**Band curvature in the Dzyaloshinskii–Larkin solution**

**Model and result.** Take the right-moving electrons of one subband at $T=0$, with $\hbar=1$ until the numbers. Wave vector $k$ and energy are counted from the Fermi point, $\varepsilon_k=v_Fk+k^2/2m$. Opposite spins interact through $V=g\int dz\,\rho_\uparrow\rho_\downarrow$, a point-like $g_4$ coupling between densities counted from the Fermi sea. The solution sets $1/m=0$. RPA is then exact, with $\Pi=q/[2\pi(\omega-v_Fq)]$ per spin. The screened same-spin interaction $g^2\Pi/(1-g^2\Pi^2)$ has poles at $\omega=u_{\rho,\sigma}q$, where $u_{\rho,\sigma}=v_F\pm g/2\pi$. The closed Dyson equation gives

$$G_{\rm lin}(x,t)=\langle\psi_\uparrow(x,t)\psi_\uparrow^\dagger(0,0)\rangle=\frac{i}{2\pi\sqrt{y_\rho}\sqrt{y_\sigma}},\qquad y_a=x-u_at+i0 .$$

An injected electron splits into a charge front and a spin front, which separate at $\Delta u=u_\rho-u_\sigma=g/\pi$.

**Where the straight band enters.** Conservation of branch charge gives $\omega\Lambda_\rho-q\Lambda_j=G^{-1}(p+q)-G^{-1}(p)$ for the density and current vertices, with $p=(k,\epsilon)$ and transfer $(q,\omega)$. This fixes $\Lambda_\rho$ only if $j=v_F\rho$, that is, if all electrons share one velocity. For free propagators,

$$G_0^{-1}(p+q)-G_0^{-1}(p)=\omega-v_Fq-\frac{q(2k+q)}{2m}.$$

For $1/m=0$ the right side is independent of $k$, so $G_0(p)G_0(p+q)=[G_0(p)-G_0(p+q)]/(\omega-v_Fq)$. Summed over all places where a leg joins a loop, these differences telescope to zero for three or more legs. Curvature spoils this. In the static uniform limit the three-leg loop is proportional to $\partial^2n/\partial\mu^2$. With $n=k/2\pi$ per spin and $\mu=\varepsilon_k$, this equals $-1/(2\pi mv_F^3)$. A straight band has a constant quantum capacitance, and a curved band does not.

**First correction.** Filling a branch up to $k=2\pi\rho$ costs the extra energy density $\int_0^{2\pi\rho}(dk/2\pi)\,k^2/2m$, so

$$H_3=\frac{(2\pi)^2}{6m}\int dz\,(\rho_\uparrow^3+\rho_\downarrow^3),$$

normal-ordered in the density bosons. To first order, $G=G_{\rm lin}(1+\delta)$ with $\delta=-i\int_0^td\tau\,\langle H_3(\tau)\rangle$, evaluated between the injected and the detected state. Both are coherent states of the bosons, so each density becomes an ordinary function. The electron carries one unit of charge and one of spin excess, so $\rho_\uparrow+\rho_\downarrow\to f_\rho$ and $\rho_\uparrow-\rho_\downarrow\to f_\sigma$. Each $f_a$ has the free-electron Wick form, moving at $u_a$, with $\int f_a\,dz=1$:

$$f_a=\frac{i}{2\pi}\left[\frac1{w_a+i0}-\frac1{w_a-y_a}\right],\qquad w_a=z-u_a\tau .$$

The cubic sum becomes $\tfrac14f_\rho^3+\tfrac34f_\rho f_\sigma^2$. Closing the $z$ contour below the axis gives $\int f_\rho^3dz=-6/(4\pi^2y_\rho^2)$ and $\int f_\rho f_\sigma^2dz=-S/4\pi^2$, with

$$S=\frac1{A^2}+\frac1{B^2}+\frac2{y_\sigma}\left(\frac1A+\frac1B\right),\quad A=y_\sigma-\Delta u\,\tau,\quad B=y_\rho+\Delta u\,\tau .$$

Since $y_\sigma-y_\rho=\Delta u\,t$, each inverse square integrates over $\tau$ to $t/y_\rho y_\sigma$ and each simple pole to $(\ln y_\sigma-\ln y_\rho)/\Delta u$. Restoring $\hbar$,

$$\delta=\frac{i\hbar}{m}\left[\frac{t}{4y_\rho^2}+\frac{t}{4y_\rho y_\sigma}+\frac{\ln y_\sigma-\ln y_\rho}{2\,\Delta u\,y_\sigma}\right].$$

This holds to all orders in $g$. For $g\to0$ it gives $i\hbar t/my^2$, the free wave-packet spreading obtained by expanding $e^{-i\hbar k^2t/2m}$. Midway between the fronts, $x=v_Ft$, the first two terms cancel and the logarithm is $-i\pi$, so

$$\delta_{\rm mid}=\frac{\pi\hbar}{m\,\Delta u^2\,t}.$$

At the charge front the first term reaches unit size within $\ell=\sqrt{\hbar t/4m}$, and the expansion fails there. Symmetry under $\uparrow\leftrightarrow\downarrow$ forbids an $f_\sigma^3$ term, so the spin front has no $t/y_\sigma^2$ term at this order.

**The same correction in the spectrum.** For $k>0$ the straight band gives $A(k,\omega)=1/[\pi\sqrt{(\omega-u_\sigma k)(u_\rho k-\omega)}]$, which is symmetric about $v_Fk$. The Fermi sea is the state of lowest momentum, so it stays an exact eigenstate, and the moments of $H$ in $|k\rangle=c^\dagger_{k\uparrow}|{\rm FS}\rangle$ are those of $A$. The state $V|k\rangle$ holds an up electron at $a$, a down electron at $b$ and a down hole at $-c$, with $a+b+c=k$, all positive and weighted uniformly over an area $k^2/2$. With $\hbar=1$, the mean is $\varepsilon_k$ and the variance is $\sigma^2=(g/2\pi)^2k^2/2$. The curvature energy $(a^2+b^2-c^2)/2m$ averages to $k^2/12m$. The term $\langle V^3\rangle$ contains no $m$ and vanishes by the symmetry of the straight-band line. The third central moment is therefore exactly $\sigma^2(k^2/12m-k^2/2m)$, and the skewness is

$$\gamma_1=-\frac{5\sqrt2}{6}\,\frac{\hbar k}{m\,\Delta u}.$$

The two routes agree. In $\langle k|e^{-iHt}|k\rangle e^{iv_Fkt}$ both give the term $\tfrac{13}{144}\,i\,(g/2\pi)^2k^4t^3/m$.

**Size for a GaAs wire.** Use the typical mass $m=0.067\,m_e$ and an assumed density $n=1.0\times10^6$ cm$^{-1}$. Then $k_F=\pi n/2=0.157$ nm$^{-1}$, $v_F=2.71\times10^7$ cm/s and $E_F=14.0$ meV. Assume $u_{\rho,\sigma}=(1\pm0.25)v_F$. This was chosen to reproduce the typical splitting of about $0.5\,v_F$, which follows from a typical Luttinger parameter $K_\rho\approx0.7$, a charge velocity near $v_F/K_\rho\approx1.4\,v_F$ and a spin velocity typically somewhat below $v_F$. With $mv_F=\hbar k_F$, the model gives $\delta_{\rm mid}=8/nx$ and $\ell=\sqrt{x/4k_F}$.

| $x=v_Ft$ (µm) | $t$ (ps) | $\Delta u\,t$ (nm) | $\ell$ (nm) | $\delta_{\rm mid}$ |
|---|---|---|---|---|
| 0.2 | 0.74 | 100 | 18 | 0.40 |
| 1 | 3.7 | 500 | 40 | 0.080 |
| 5 | 18 | 2500 | 89 | 0.016 |

The first row only indicates the size, since second order is no longer small. The estimate reaches one at $x=80$ nm, so the square-root form says nothing about a transistor-length channel at this density. At $k=0.1\,k_F$ the line is $1.40$ meV wide, shifts up by $0.14$ meV and has $\gamma_1=-0.24$.

These are the model's numbers, and two omitted effects compete with them. A real wire also has the interbranch coupling $g_2$, which multiplies $|G|$ by $[a^2/|x^2-u_\rho^2t^2|]^{(K_\rho+1/K_\rho-2)/8}$. For $K_\rho=0.7$ and an assumed cutoff $a=10$ nm, this factor is $0.87$ at the 1 µm midpoint. That loss exceeds the curvature gain there, and $g_2$ also alters the coefficients in $\delta$. The $T=0$ form is safe only for $k_BT\ll\hbar v_F/x$, which at 1 µm is $0.18$ meV, or about $2$ K.